**Office hours: does α run inside true muonium?**

**Lecturer:** Line (3) of your sheet is wrong, and so is the $+6.19$ eV it leads to. Take me through it as you wrote it, and then we find out why.

**Student:** Units $\hbar=c=1$, $\alpha=e^2/4\pi$, charges $-e$ and $+Ze$, and $V(q)=\int d^3r\,e^{-i\mathbf q\cdot\mathbf r}V(r)$. Line (1): with only static sources,
$$V(q)=-\frac{4\pi Z\alpha}{q^2}\qquad(1)$$
has no soft corrections. Box and crossed box differ only in the propagator of the second source, and
$$\frac{1}{-k_0+i0}+\frac{1}{k_0+i0}=-2\pi i\,\delta(k_0).$$
In the soft region, $k_0\sim|\mathbf k|$, they cancel. What survives at $k_0=0$ is the pinch, cut off by the kinetic energies, and that is the Coulomb iteration which the Schrödinger equation already generates. Self-energy and vertex graphs on a static line leave the charge alone by the Ward identity.

**Lecturer:** Agreed. Without a light charged particle nothing runs.

**Student:** Line (2): a light lepton loop in the exchanged photon gives
$$V(q)=-\frac{4\pi Z\alpha_V(q)}{q^2},\qquad \alpha_V=\alpha(\mu)\left[1+\frac{\alpha}{3\pi}\left(\ln\frac{q^2}{\mu^2}-\frac53\right)\right]\qquad(2)$$
in $\overline{\rm MS}$, with $\alpha(\mu)=\alpha\,[1+(\alpha/3\pi)\ln(\mu^2/m_e^2)]$ at one loop. In $\mu^+\mu^-$ the electron is the light lepton, so I wrote, for all $q$,
$$\alpha_V(q)=\alpha\,[1+\Pi_0(q)],\qquad \Pi_0=\frac{\alpha}{3\pi}\left(\ln\frac{q^2}{m_e^2}-\frac53\right)\qquad(3,\ \text{wrong})$$
My approximate inputs are $m_\mu=105.658$ MeV, $m_e=0.510999$ MeV and $\alpha=1/137.036$. With $Z=1$ and $m_r=m_\mu/2$, the Bohr momentum is $1/a=m_r\alpha=0.386$ MeV, $\alpha/a=2813.2$ eV, and the Coulomb binding is $1406.6$ eV. The 1S density has the form factor $16/(4+q^2a^2)^2$, so with $t=qa/2$ the first-order shift for any relative correction $\Pi(q)$ is
$$\Delta E=-\frac{\alpha}{a}\langle\Pi\rangle,\qquad \langle\Pi\rangle=\frac4\pi\int_0^\infty\frac{dt\;\Pi}{(1+t^2)^2}.$$
The weight is normalised and $\langle\ln t\rangle=-1$. Define $\beta=m_ea=1.3255$, so that $q/m_e=2t/\beta$. Then
$$\Delta E=-\frac{\alpha}{a}\,\frac{2\alpha}{3\pi}\,I,\qquad I_0=\ln\frac2\beta-\frac{11}{6}=0.411-\frac{11}{6}=-1.422 .$$
The factor $2\alpha/3\pi=1.5485\times10^{-3}$ makes the prefactor $4.356$ eV, and my (wrong) result is $\Delta E=+6.19$ eV.

**Lecturer:** What does the plus sign say?

**Student:** Weaker binding. The coupling runs down in the infrared. QED screens, so that seemed natural.

**Lecturer:** Runs down from what? The number $1/137.036$ is defined at $q\to0$. It is the fully screened charge. At finite $q$ you look inside the polarisation cloud and see more charge, never less. The one-loop electron correction must be attractive at every distance, so it lowers every level. Your sign is the symptom. $\Pi_0$ is negative for $q<m_e e^{5/6}=1.18$ MeV, and 92 per cent of your weight lies there. As $q\to0$ it goes to $-\infty$, where it has to vanish.

**Student:** A sign argument feels thin. The correction is small either way.

**Lecturer:** Then apply line (3) to hydrogen, with an infinitely heavy proton. There $\beta=1/\alpha$, $I_0=-6.06$, and the 1S level would move by $+0.255$ eV. That is order $m_e\alpha^3\ln\alpha$, parametrically larger than the fine structure $m_e\alpha^4$. The mended formula will give $-0.9\ \mu$eV, order $m_e\alpha^5$.

**Student:** Hydrogen I concede; the electron is the constituent there. But here $m_e/m_\mu$ is about $1/207$. If that isn't light, what is?

**Lecturer:** The loop sits in the exchanged photon and never sees $m_\mu$. It sees $q$. Line (2) holds for $m_e\ll q\ll m_\mu$. Your $q$ is about $m_r\alpha=0.386$ MeV, below $m_e$ and well below the pair threshold $2m_e$. The parameter is $\beta=2m_e/(m_\mu\alpha)$, and it exceeds one. Line (2) is right within its range. The faulty step is "for all $q$" in line (3).

**Student:** But $\alpha(\mu)$ can be run to any $\mu$, and $\mu$ cancels in (2). How can a choice of scale be wrong?

**Lecturer:** It can't, and so it can't repair anything either. Put $\mu=q$ and line (3) reads as a coupling that keeps running below $m_e$. $\overline{\rm MS}$ is mass-independent and will let you do that, but the finite part then differs from $-5/3$: it develops a logarithm that cancels the running. In effective-theory language, below $m_e$ you integrate the electron out, the beta function is zero, $\alpha$ stays at its low-energy value, and the loop leaves contact terms in $q^2/m_e^2$. That describes ordinary atoms. True muonium sits between the two limits and needs the full mass dependence.

**Student:** So Uehling.

**Lecturer:** Yes, normalised to $\Pi(0)=0$. With pair mass $2m_ex$,
$$\Pi(q)=\frac{2\alpha}{3\pi}\int_1^\infty dx\,\rho(x)\,\frac{q^2}{q^2+4m_e^2x^2},\qquad \rho=\left(1+\frac1{2x^2}\right)\frac{\sqrt{x^2-1}}{x^2}.$$
Since $\rho\ge0$, $\Pi\ge0$, which is the sign argument made exact. For $q\gg m_e$ it tends to $\Pi_0$. For $q\ll m_e$, $\int\rho\,x^{-2}dx=2/5$ gives $\Pi\to\alpha q^2/15\pi m_e^2$, with no logarithm. At $q=1/a$ the true value is $+8.3\times10^{-5}$, and your line gives $-1.73\times10^{-3}$. Now average it.

**Student:** Each $x$ is a Yukawa term, and $\langle q^2/(q^2+\lambda^2)\rangle=(1+\lambda a/2)^{-2}$. With $\lambda=2m_ex$,
$$I(\beta)=\int_1^\infty\frac{\rho(x)\,dx}{(1+\beta x)^2}.$$
Setting $x=\cosh u$ gives $\rho\,dx=(1-\tfrac12x^{-2}-\tfrac12x^{-4})\,du$. Partial fractions leave $\int_0^\infty du/\cosh^nu=\pi/2,\ 1,\ \pi/4,\ 2/3$ for $n=1$ to $4$, and, for $\beta>1$,
$$K=\int_0^\infty\frac{du}{1+\beta\cosh u}=\frac{\arccos(1/\beta)}{\sqrt{\beta^2-1}},\qquad \int_0^\infty\frac{du}{(1+\beta\cosh u)^2}=\frac{1-K}{\beta^2-1}.$$
Collecting terms,
$$I=-\frac{11}6-2\beta^2+\pi\left(\frac{3\beta}4+\beta^3\right)+\left(1-\frac{\beta^2}2-2\beta^4\right)K .$$
At $\beta=1.3255$, $K=0.823$. The terms cancel strongly, so I carry more digits, and $I=0.1114$. Then
$$\Delta E_{1S}=-4.356\ \text{eV}\times0.1114=-0.485\ \text{eV}.$$

**Lecturer:** Check both limits.

**Student:** For $\beta<1$, $K=\operatorname{arcosh}(1/\beta)/\sqrt{1-\beta^2}\to\ln(2/\beta)$, so $I=\ln(2/\beta)-11/6+3\pi\beta/4+\dots$. My $I_0$ is the first two terms. For $\beta\gg1$, $I\to2/(5\beta^2)$, which for hydrogen is $-4m_e\alpha^5/15\pi$, your $-0.9\ \mu$eV. Couldn't I have kept line (3) and added the first mass correction?

**Lecturer:** That term is $3\pi\beta/4=3.12$ here, larger in magnitude than the $I_0$ it corrects, and the true sum is $0.1114$. A series in $\beta$ is useless at $\beta>1$. Note too that the term is linear in $m_e$. Expanding $\Pi$ in $m_e^2/q^2$ under the integral cannot produce it; that gives an infrared-divergent integral, because the term comes from $q\sim m_e$, the very region line (3) misdescribes.

**Student:** One more objection. The muon has a loop as well. Doesn't that make $\alpha$ run?

**Lecturer:** Use your own formula with $m_e\to m_\mu$. Then $\beta=2/\alpha$ and the shift is $-m_\mu\alpha^5/30\pi=-0.023$ meV, a contact term. The muon in true muonium plays the part of the electron in hydrogen, and it gives no soft running.

**Student:** So the 1S level is the Coulomb value minus $0.485$ eV?

**Lecturer:** Not to that precision. Relativistic, spin and annihilation terms scale as $m_\mu\alpha^4=0.300$ eV, which rivals the Uehling shift. The standard positronium coefficients, $-21/64$ for $1^1S_0$ and $+49/192$ for $1^3S_1$, give $-0.098$ eV and $+0.076$ eV. They add equally to your version and the mended one, so they drop out of the comparison. Two-loop polarisation and second-order Uehling scale as $(\alpha/\pi)\times0.485$ eV $=1.1$ meV times coefficients we have not computed. The figure $-0.485$ eV is the one-loop, first-order term; for electron vacuum polarisation as a whole, trust two figures at most.

**Student:** And my error?

**Lecturer:** $6.19-(-0.485)=6.68$ eV, with the wrong sign. That is about 14 times the size of the effect and $0.47$ per cent of the binding energy. Before using the logarithm, compute $m_e/(Z\alpha m_r)$. Far below one, $\alpha_V$ runs as in line (2). Far above one, $\alpha$ is frozen and the loop is a contact term. Near one, as in true muonium, only the full integral over $\rho$ will do.